**Q.** These are the energies for taking a third electron from Sc to Cu, M²⁺ → M³⁺, at the CASSCF and CASPT2 levels with spin-orbit coupling. Which sizes should I carry in my head before we discuss why the series zigzags?

OpenMolcas 26.06: third ionisation energies of Sc to Cu, between the lowest computed levels of the free ions M²⁺ and M³⁺. State-averaged CASSCF and SS-CASPT2 (IPEA shift 0.25 hartree, imaginary shift 0.1 hartree, 3s and 3p correlated) with a 3d active space, orbitals optimised for the ground spin, ANO-RCC-VDZP, DKH2, a point nucleus and atomic mean-field spin-orbit coupling.

```
element   Z  level before  level after  CASSCF (eV)  SS-CASPT2 (eV)  spin-orbit share (eV)  measured (eV)  SS-CASPT2 less measured (eV)
     Sc  21         2D3/2          1S0        23.69           24.22                   0.01         24.757                         -0.54
     Ti  22           3F2        2D3/2        26.53           27.17                   0.00         27.492                         -0.32
      V  23         4F3/2          3F2        28.19           28.97                  -0.01         29.311                         -0.34
     Cr  24           5D0        4F3/2        29.80           30.99                  -0.03         30.959                          0.03
     Mn  25         6S5/2          5D0        32.52           33.78                  -0.07         33.668                          0.11
     Fe  26           5D4        6S5/2        28.29           30.25                   0.05         30.651                         -0.40
     Co  27         4F9/2          5D4        31.63           33.82                   0.02            n/a                           n/a
     Ni  28           3F4        4F9/2        33.43           36.09                  -0.02         35.187                          0.91
     Cu  29         2D5/2          3F4        35.12           38.06                  -0.07         36.841                          1.22
```

**A.** Four, each well below the one before. The ionisation energy is about 30 eV. It climbs by about 2 eV per element and falls once, by 3 eV, from Mn to Fe. A wobble of about ±0.5 eV rides on the climb. Spin-orbit coupling adds less than 0.1 eV. Behind the climb and the fall stands one more number, roughly 1 eV of exchange for each pair of d electrons with parallel spin.

Every row is $3d^n \to 3d^{n-1}$ with $n = Z-20$, where $Z$ is the nuclear charge. No 4s electron is involved, so the known weakness of a d-only active space, that it misplaces $d^ns^2$ against $d^{n+1}s$, does not touch this series. The level symbols read $^{2S+1}L_J$: total spin, orbital momentum and their sum. They are the Hund levels throughout, and the NIST values refer to the measured ground levels.

**Q.** A whole proton is added at each step. Why is the climb only 2 eV?

**A.** Take the limit in which the proton comes alone. The same runs give 42.79 eV for removing the single d electron of Ti³⁺, against 24.22 eV for Sc²⁺, both at CASPT2 level, so the bare proton is worth 18.57 eV. Now add the second d electron: Ti²⁺ needs 27.17 eV, which is 15.62 eV less than Ti³⁺. The step from Sc to Ti, 2.95 eV, is the remainder of two large and nearly cancelling terms. It is positive because one d electron screens the nucleus incompletely for another at the same radius. If d electrons repelled one another without regard to spin or orbital, the series would be a smooth rise. All the structure comes from the part of the repulsion that depends on how they are arranged.

**Q.** How does that part produce the fall at Fe?

**A.** Count pairs, using Racah's parameters $A$, $B$, $C$ for the d-d repulsion. The term $^6S$ of $d^5$ has energy $10A-35B$ and ten parallel pairs, so a parallel pair costs $A-3.5B$ on average. The term $^5D$ of $d^6$ has $15A-35B+7C$; the sixth electron adds $5A+7C$ through five antiparallel pairs, each costing $J = A+1.4C$. A parallel pair is therefore cheaper by

$$K = 3.5B + 1.4C .$$

An electron that leaves gives up $K$ for each of its $p$ parallel partners. From Sc to Mn all spins are parallel and $p = 0,1,2,3,4$. From Fe on, the electron that leaves has minority spin, and its parallel partners are only the other minority electrons: $p = 0,1,2,3$. Write $b$ for the net gain per element from the proton less $J$. In the limit $K=0$ there is one line of slope $b$. With $K>0$ there are two parallel lines of slope $b+K$, and the step from Mn to Fe is $b-4K$, since $p$ goes from 4 to 0.

So Mn is no special peak; it sits on the line that began at Sc. What is special is the sixth electron of Fe²⁺, which feels five partners at full repulsion and has no exchange to lose.

**Q.** Could the fall belong to iron as an element and not to the count $d^6$?

**A.** The numbers decide that. In the next ionisation, M³⁺ → M⁴⁺, from the same runs, the step from Mn to Fe is a rise of 3.54 eV at CASPT2 level and the fall, 3.70 eV, comes between Fe and Co, where $d^6$ now lies. The fall follows the electron count.

**Q.** Within each half the steps are not equal. The measured ones up to Mn are 2.73, 1.82, 1.65 and 2.71 eV. Why?

**A.** That is Hund's second rule. Two parallel d electrons can form $^3F$ at $A-8B$ or $^3P$ at $A+7B$. Weighted by their 7 and 3 orbital components, the mean is $A-3.5B$, the average pair from before, and $^3F$ lies $4.5B$ below it because its angular wave function keeps the two electrons further apart on average, which lowers their repulsion. Three parallel electrons are two holes in the five-orbital spin shell and gain the same $4.5B$ in $^4F$. One electron, one hole or a full spin shell leaves no choice, so the D and S terms gain nothing.

You can read the result off the two level columns. Ti and Co destroy an F term and pay $4.5B$ extra. V and Ni go from F to F and pay nothing. Cr and Cu create an F term and are refunded $4.5B$. Calling that coefficient $r$,

$$I = a + b\,(n-1) + K\,p + B\,r, \qquad r = 0,\ +4.5,\ 0,\ -4.5,\ 0 \ \text{(repeating from Fe)}.$$

The steps inside a half-row are then $b+K\pm4.5B$: large into Ti, Mn and Co, small into V, Cr, Ni and Cu. Both computed columns have that order in every step. The step into Mn is large because Cr is low, and for the same reason the rule predicts a large step from Cu to Zn. In the M³⁺ series the large steps move one place to the right, into V, Fe and Ni.

**Q.** How well does the formula do in numbers?

**A.** I fitted its four constants to each column after removing the spin-orbit share: nine rows for the two computed columns, and eight for the measured one, without Co, whose reference value is only semi-empirical. The printed output below the text has the residuals. The measured values are reproduced with a root-mean-square residual of 0.04 eV, against 0.25 eV when the $B$ term is left out, with $b+K = 2.26$, $K = 1.08$ and $B = 0.113$ eV. The step at Fe is $b-4K = -3.13$ eV; the measured $-3.02$ eV less the change of 0.12 eV in the spin-orbit share is $-3.14$ eV, but both rows were fitted.

Co was not. Start from measured Fe without its spin-orbit share, $30.65-0.05 = 30.60$ eV. The step into Co is a large one, $2.26 + 4.5\times0.113 = 2.77$ eV, which gives 33.37 eV, and the share of Co, 0.02 eV, brings it to 33.39 eV. The full fit gives 33.43 eV, and the semi-empirical value is 33.5 eV.

Four constants on eight points prove little. A further check is that $K$ comes from the fall and $B$ from the wobble, yet together they imply $C/B = 4.3$, near the rough recalled value of 4 for 3d ions. The multiplet algebra is built into CASSCF, so only the measured column tests it against nature.

**Q.** Then why does the model fit the calculations worse than the experiment?

**A.** The residuals are 0.19 eV for CASSCF and 0.26 eV for CASPT2, with Fe worst in both and a bowl-shaped pattern. The model holds its constants fixed along the row and between the two ions, while the 3d shell contracts and its integrals grow. The steps are in line with this: $B$ read from the CASSCF wobble rises from 0.128 eV in the first half to 0.176 eV in the second, and from the measured wobble only from 0.111 to 0.129 eV, the latter leaning on the semi-empirical Co. A curved baseline about halves the computed residuals and moves the CASPT2 $C/B$ from 5.1 to 4.1, so constants fitted to the computed columns are soft. For the measured column the curvature is negligible. That closeness may owe something to growth in $b$, $K$ and correlation cancelling, which these numbers cannot separate.

**Q.** The spin-orbit share changes sign three times. Does it matter?

**A.** Not for the trend or the errors, being at most 0.07 eV in size, but its signs are easy to derive. The share is the part of the CASPT2 value that spin-orbit coupling adds: the lowering of the level before less the lowering of the level after. With the one-electron constant $\zeta$, the Landé rule lowers the lowest level by $\zeta(L+1)/2$ below half filling, by $\zeta L/2$ above it, and not at all for an S term. At Mn only the product $^5D_0$ is lowered, so the share is $-1.5\zeta$; at Fe only the starting $^5D_4$ is, so it is $+\zeta$. For V and Ni equal $\zeta$ would give zero, and the small negative values arise because the more highly charged ion has the larger $\zeta$. Fixing $\zeta$ on Sc, Mn and Fe, where it grows from 79 cm⁻¹ in Sc²⁺ to 436 cm⁻¹ in Fe²⁺, predicts Ti, V, Cr and Co to 0.003 eV. It overshoots at Ni and at Cu ($-0.090$ against $-0.072$ eV), the rows furthest outside the range where $\zeta$ and its ratio between the two ions were fixed.

**Q.** CASSCF is too low wherever there is a measured value. Why, and why most at Fe?

**A.** Each ground term occurs once in its $d^n$ configuration, so a d-only CASSCF has nothing to mix it with and lacks dynamic correlation. The ion with one more electron has more correlation energy to miss, which makes the ionisation energy too small. Sc is the clean limit: its d electron has no d partner, yet 1.07 eV is missing relative to measurement, which must come from correlation with the core and from the limits of the basis.

The shortfall stays between 0.96 and 1.16 eV from Sc to Mn, although the number of partners grows from none to four. Parallel electrons already avoid each other through the Pauli principle, so theory gives them little extra correlation. At Fe the shortfall jumps to 2.36 eV, as the departing electron now has five antiparallel partners, one of them in its own orbital, whose repulsion an uncorrelated wave function overstates. Put another way, CASSCF has too large a gap $K$ between the two kinds of pair, 1.30 against 1.08 eV in the fits. That makes its fall too deep, 4.23 against 3.02 eV. The shortfall then shrinks, to 1.76 eV at Ni and 1.72 eV at Cu. Counting pairs does not explain this, since the departing electron keeps its five antiparallel partners. The pattern is in the table; the pair argument is theory's reading of it.

**Q.** CASPT2 cuts the mean absolute error from 1.41 to 0.48 eV and is almost exact at Cr and Mn. Is it then reliable?

**A.** It mends the level and spoils the slope. What CASSCF lacks is flat, then jumps by 1.21 eV, then declines. What CASPT2 adds rises in every step, from 0.53 eV at Sc to 2.94 eV at Cu, with a jump of only 0.70 eV at Fe. The last column, CASPT2 less measured, therefore climbs through each half-row, apart from a flat step from Ti to V, and resets at Fe. Cr and Mn lie where that error crosses zero and say nothing about the other rows: Sc is 0.54 eV low and Cu 1.22 eV high.

The rise from Sc to Mn is 8.91 eV measured, 8.83 at CASSCF and 9.56 at CASPT2; from Fe to Cu it is 6.19, 6.83 and 7.81 eV. For the rise across a half-row CASSCF is the closer in both halves, while for absolute values and for the fall at Fe, 3.53 eV, CASPT2 is.

**Q.** What causes that drift?

**A.** Here I can only guess. Two candidates are standard. The basis has two d functions, one f function and no diffuse ones, which is little for correlating 3s, 3p and 3d, and would explain recovering only half of the need at Sc. The active space has no second d shell, so the radial in-out correlation of a crowded 3d shell is left to second-order perturbation theory, which is known to handle it poorly for late 3d elements when the d count changes. The IPEA shift, whose effect depends on how the active orbitals are filled, may also weigh differently on the two ions. All rows share the same settings, so the table cannot weigh these. The error is not set by the d count alone: $d^8\to d^7$ is 0.91 eV high in Ni²⁺, but in Cu³⁺ the same runs give 57.70 eV against a semi-empirical 57.38 eV.

**Q.** One more irregularity: the CASPT2 step into Cr is 2.02 eV, larger than that into V, while CASSCF and experiment have it smaller.

**A.** The CASPT2 increment jumps from 0.78 eV at V to 1.19 eV at Cr and then barely moves to Mn. The measured values need no such jump, so I take it for an artefact of the calculation. In the M³⁺ series a similar jump, 0.44 to 0.74 eV, again falls between V and Cr, although the d count differs by one. So it does not follow the d count, as the fall at $d^6$ does. Nor does it simply belong to the element: in the M⁴⁺ series of the same runs the increment rises smoothly past V and Cr. Its cause stays open. Bear in mind too that the orbitals are averaged over the low terms of the ground spin and that each CASPT2 term energy is a mean over components that have lost their degeneracy, so CASPT2 details finer than this deserve no cause.

The analysis program printed:

```
rounding floor: 0.005 eV per value, 0.01 eV per difference; row order Sc Ti V Cr Mn Fe Co Ni Cu
pairs lost p: [0 1 2 3 4 0 1 2 3]  orbital remainder r: [ 0.   4.5  0.  -4.5  0.   0.   4.5  0.  -4.5]
pt2-cas (eV):      +0.53 +0.64 +0.78 +1.19 +1.26 +1.96 +2.19 +2.66 +2.94
measured-cas (eV): +1.07 +0.96 +1.12 +1.16 +1.15 +2.36 n/a +1.76 +1.72
cas-measured (%):  -4.3 -3.5 -3.8 -3.7 -3.4 -7.7 n/a -5.0 -4.7
pt2-measured (%):  -2.2 -1.2 -1.2 +0.1 +0.3 -1.3 n/a +2.6 +3.3
MAE eV: cas 1.41, pt2 0.48; max|so| 0.07
Co vs semi-empirical: pt2 +0.32, cas -1.87 eV
cas steps eV: +2.84 +1.66 +1.61 +2.72 -4.23 +3.34 +1.80 +1.69 | Sc>Mn 8.83 Fe>Cu 6.83
pt2 steps eV: +2.95 +1.80 +2.02 +2.79 -3.53 +3.57 +2.27 +1.97 | Sc>Mn 9.56 Fe>Cu 7.81
meas steps eV: +2.73 +1.82 +1.65 +2.71 -3.02 n/a n/a +1.65 | Sc>Mn 8.91 Fe>Cu 6.19
meas steps with semi-empirical Co: Fe>Co 2.85, Co>Ni 1.69 eV
fits to values less spin-orbit share (eV); residual = value - model
cas exchange only: b 1.01 K 1.16 rms 0.39 worst Fe -0.64
cas full: b 1.02 K 1.30 rms 0.19 B 0.135 (1086 cm-1) C/B 4.4 worst Fe -0.39
  res +0.17 +0.08 +0.03 -0.06 -0.23 -0.39 +0.04 +0.16 +0.18 | slope b+K 2.33 step b-4K -4.18
cas full+curve: b 1.02 K 1.36 rms 0.10 B 0.152 (1228 cm-1) C/B 3.9 curve +0.029 worst Mn -0.15
pt2 exchange only: b 1.34 K 1.07 rms 0.39 worst Fe -0.74
pt2 full: b 1.36 K 1.19 rms 0.26 B 0.111 (897 cm-1) C/B 5.1 worst Fe -0.54
  res +0.25 +0.17 -0.07 -0.07 -0.29 -0.54 +0.01 +0.28 +0.25 | slope b+K 2.55 step b-4K -3.40
pt2 full+curve: b 1.35 K 1.27 rms 0.12 B 0.137 (1105 cm-1) C/B 4.1 curve +0.042 worst Cr +0.18
meas exchange only: b 1.14 K 1.00 rms 0.25 worst Cr -0.41
meas full: b 1.18 K 1.08 rms 0.04 B 0.113 (915 cm-1) C/B 4.3 worst V +0.06
  res +0.01 -0.02 +0.06 -0.02 -0.04 -0.04 n/a +0.04 -0.00 | slope b+K 2.26 step b-4K -3.13
  predicted Co 33.43, less semi-empirical -0.07
meas full+curve: b 1.18 K 1.08 rms 0.03 B 0.114 (921 cm-1) C/B 4.3 curve +0.002 worst V +0.07
cas B from steps eV: Sc-Mn 0.128, Fe-Cu 0.176
pt2 B from steps eV: Sc-Mn 0.108, Fe-Cu 0.159
meas B from steps eV: Sc-Mn 0.111, Fe-Cu 0.129 (uses semi-empirical Co)
pt2-cas: slope Sc-Mn +0.20, Fe-Cu +0.34 eV/element, jump Mn>Fe +0.70 eV
meas-cas: slope Sc-Mn +0.04, Fe-Cu -0.23 eV/element, jump Mn>Fe +1.21 eV
err: slope Sc-Mn +0.17, Fe-Cu +0.56 eV/element, jump Mn>Fe -0.51 eV
so share in units of a common zeta: +1.5 +0.5 +0.0 -0.5 -1.5 +1.0 +0.5 +0.0 -0.5
zeta cm-1: Sc2+ 79, Fe2+ 436, Mn3+ 388; zeta(3+)/zeta(2+) 1.19
so outputs eV: +0.015 +0.004 -0.009 -0.027 -0.072 +0.054 +0.025 -0.017 -0.072
so model eV:   +0.015 +0.003 -0.008 -0.026 -0.072 +0.054 +0.022 -0.026 -0.090 (Sc, Mn, Fe fixed)
+3 series steps Ti..Cu cas: +3.76 +1.80 +2.42 +3.47 -4.42 +3.67 +2.33
+3 series steps Ti..Cu pt2: +3.75 +2.11 +2.48 +3.54 -3.70 +4.04 +2.69
+3 series pt2-cas Ti..Cu: +0.45 +0.44 +0.74 +0.80 +0.87 +1.59 +1.96 +2.32
```
